The row at 35.272 Å³/atom looks like the safest in the table, since its pressure is almost zero, yet the curve breaks right there. Coming from smaller volumes, the pressure should have dropped about 0.08 GPa further by the time it reaches this row. On the way to the next row, at 36.341 Å³/atom, it again drops too little, by about 0.04 GPa. Beyond that the curve runs on smoothly, but on a slightly higher track.

Pressure of zincblende InSb at several volumes, computed with Ansatz 0.2.0 using the density functional r2SCAN, PAW potentials and plane waves up to 500 eV, without spin polarisation or spin–orbit coupling. The k mesh is 6×6×6 and includes Γ, with Fermi–Dirac smearing of width 0.02 eV. Positive pressure means compression.

```tsv
volume (Å³/atom)	shortest distance (Å)	pressure (GPa)
32.192	2.755	4.860
33.198	2.783	2.960
33.873	2.802	1.850
34.224	2.812	1.320
35.272	2.840	-0.010
36.341	2.869	-1.180
36.807	2.881	-1.650
37.431	2.897	-2.220
37.984	2.911	-2.680
38.542	2.925	-3.100
39.676	2.954	-3.840
41.335	2.994	-4.690
```

**What a smooth curve would do**

Stretching a crystal weakens its bonds, and weaker bonds resist further stretching less. The pressure curve of InSb therefore flattens as the volume grows. All cells are held in the zincblende structure, even the most compressed ones, where the real crystal would prefer another arrangement. The curve thus follows one kind of bond throughout, and it has no structural reason to break.

The regularity shows best in the steepness, the drop in pressure per added Å³ per atom between neighbouring rows. Away from the suspicious row, the steepness falls by 16 to 17 % for each added Å³ per atom, counted as the change of its logarithm. Around that row the fall is first 24 %, then 14 % and 12 %. A gradual softening of bonds does not speed up and slow down in this way.

To size the break, the steepness on either side was joined by a smooth interpolation of its logarithm across the two doubtful intervals. Compared with that line, 0.12 GPa of pressure drop is absent. The table gives pressures to 0.01 GPa, so the effect is well above the rounding, though hard to see in a plot that spans nearly 10 GPa. The differences were taken from the same pressures with more digits, because rounding blurs a comparison of slopes.

**Two levels change places**

The cause lies in the electrons at Γ, the centre of the Brillouin zone, where the wave repeats identically from cell to cell. In the compressed crystal the highest filled level there is a triplet, three states of equal energy. Above it lies an empty single level. The triplet is built mainly from p orbitals in a bonding combination, and the single level from s orbitals in an antibonding one, as is usual in zincblende semiconductors.

An antibonding level is pushed up by the close contact of the atoms. When the atoms move apart, the push weakens and the level sinks towards the triplet. The gap between them is 0.58 eV in the smallest cell and only 0.014 eV at 35.272 Å³/atom. In the next row the single level already lies below the triplet and has taken two electrons from it. The triplet is left with four electrons in six places, and the gap is zero.

This transfer changes the pressure because the two kinds of level respond differently to volume. When the crystal expands, the energy of an electron in the single level falls relative to that of one in the triplet. Once the level is filled, its electrons therefore favour expansion and add an outward push. The pressure then lies higher than the old curve would have led to, which is the direction seen in the table.

**How large the push should be**

The calculation samples the Brillouin zone on a mesh of 216 points, and Γ is one of them. The two electrons that change level there count as two electrons divided by 216 in each cell. Let $\Delta$ be the energy of the single level minus that of the triplet, $v$ the volume per atom, and $n$ the filled fraction of the single level. Moving the electrons changes the energy of a cell by $2n\Delta/216$.

Pressure is minus the change of energy with cell volume, and the cell holds two atoms, so its volume is $2v$. The filling settles where the free energy is lowest, so its own small adjustments add nothing at first order. The two factors of two cancel, which leaves

$$\delta P = -\frac{n}{216}\,\frac{d\Delta}{dv}.$$

Between 34.224 and 35.272 Å³/atom the gap closes by 0.175 eV per Å³/atom. One eV/Å³ is about 160 GPa, so a completely filled single level gives $0.175 \times 160 / 216 \approx 0.13$ GPa. This uses only energy levels and the mesh, not the pressures that it is meant to explain. It treats the closing rate as constant across the crossing, which is an approximation. At 38.542 Å³/atom the single level lies 0.50 eV below the triplet, a mean rate of 0.159 eV per Å³/atom past the crossing. The rate slackens, so the push fades slowly with expansion and the estimate is a little high on that side.

**Why the step has two parts**

A sharp exchange of levels would place the whole step at one volume. The calculation, however, smears the filling of levels over a small energy range, so that levels close to the Fermi energy are partly filled. At 35.272 Å³/atom the single level still lies just above the triplet, but it is already 64 % full. One row earlier it is about 1 % full, and one row later it is full.

The step should therefore divide unequally, with the larger part before the suspicious row. The estimate gives 0.082 GPa there and 0.046 GPa after it. The smooth interpolation finds 0.079 and 0.042 GPa. Both the size and the division agree to within 0.01 GPa, about as well as an interpolated reference allows.

The removal of the estimated step is a second way to look at the same evidence. The fall of the steepness, counted in the same way, then stays between 16 and 17 % in the region where it had swung between 12 and 24 %. The printed output below shows this row by row.

Other points of the mesh do not seem to take part. In the cell at 38.542 Å³/atom, well past the crossing, the mesh point next to Γ still has a gap of 1.2 eV. At 35.272 Å³/atom the energy term that comes from partial filling is 0.409 meV, and the levels at Γ alone account for it.

**A mark of the mesh, not of the material**

The exchange of levels is a real feature of this model of InSb, but the sudden step in pressure is not. In a crystal, Γ is a single point in a continuous range of electron waves and has no weight of its own. Away from Γ the single level and one level of the triplet mix instead of crossing. The s share of the filled band is therefore expected to rise gradually, already before the crossing and still after it, and to switch quickly only for waves very close to Γ. The pressure should then bend very gently instead of stepping.

The mesh replaces the whole neighbourhood of Γ, where this change is gradual, by one point with a fixed weight, which switches almost at once. By this argument a mesh twice as fine in each direction, still including Γ, would make the step eight times smaller. The table holds only one mesh, so this remains a prediction.

The volume of the crossing should not be read as a property of real InSb either. The functional, r2SCAN, tends to make such gaps too small. It also makes the unloaded crystal slightly too large, and expansion narrows the gap. Spin–orbit coupling, which is left out, would lower the gap further. Real InSb keeps a small gap at its normal volume. It is the model that puts the exchange so close to zero pressure.

**What to do about it**

That position matters, because the stiffness of the unloaded crystal comes from the slope of the curve at zero pressure. The bulk modulus is the resistance to uniform compression, found here from the pressure difference between 34.224 and 36.341 Å³/atom. The pressures as computed give 41.7 GPa, and with the step removed they give 43.8 GPa. The step thus lowers the result by about 5 %, which could easily be blamed on the functional. The higher value is not a converged one, because a fine mesh should keep a small part of this softening as a gradual change. The error due to the mesh is therefore expected to be somewhat less than 5 %.

The volume of zero pressure suffers much less. A pressure shift of 0.08 GPa, divided by a steepness of about 1.3 GPa per Å³/atom, moves it by some 0.06 Å³/atom, or 0.2 %. This is measured against an empty single level. A converged curve should run between the lower and the higher track here, so the true shift is expected to be smaller still. A lattice constant from these rows is hardly touched, while a stiffness from closely spaced rows is. As long as two rows enclose the whole smeared step, the error in the slope grows as they move closer together, because the same step is divided by a smaller change in volume.

The sound remedy is to repeat the rows around the crossing with a finer mesh and see whether the slope settles. Wider smearing is no substitute, since it spreads the step over more volume without removing it. A quick warning sign is a gap that reaches zero somewhere along the series. A zincblende relative with a much wider gap, such as InP, should keep its levels in order under modest expansion, and its pressure curve should then have no such step to hide.

The analysis program printed:

```
Steepness over the interval ending at each row; its fall is centred on the row before:
     row  GPa per Å³/atom  fall of ln steepness in % per Å³/atom  same fall with Γ step removed  filling of singlet at Γ
  32.192              n/a                                    n/a                            n/a                9.116e-07
  33.198            1.887                                    n/a                            n/a                0.0001125
  33.873            1.644                                  16.44                           16.4                 0.002535
  34.224            1.508                                  16.74                          16.33                   0.0123
  35.272            1.271                                  24.44                          16.28                   0.6416
  36.341            1.095                                  14.09                          16.03                   0.9999
  36.807            1.002                                  11.65                          16.71                        1
  37.431           0.9147                                  16.65                          16.65                        1
  37.984           0.8291                                  16.71                          16.71                        1
  38.542           0.7551                                  16.81                          16.81                        1
  39.676           0.6533                                  17.12                          17.12                        1
  41.335           0.5124                                   17.4                           17.4                        1
Pressure drop missing from 34.224 to 35.272 against smooth interpolation, GPa: 0.07891
Pressure drop missing from 35.272 to 36.341 against smooth interpolation, GPa: 0.04175
Missing drop in both intervals together, GPa: 0.1207
Closing of the gap from 34.224 to 35.272, eV per Å³/atom: 0.1748
Full pressure step expected from Γ alone, GPa: 0.1297
Expected part from 34.224 to 35.272, GPa: 0.08159
Expected part from 35.272 to 36.341, GPa: 0.04645
Smearing term at 35.272 expected from Γ alone, meV (run gives 0.409): 0.4092
Gap at the next mesh point in row 38.542, eV: 1.193
Bulk modulus by difference from 34.224 to 36.341 as computed, GPa: 41.71
The same with the Γ step removed, GPa: 43.84
```
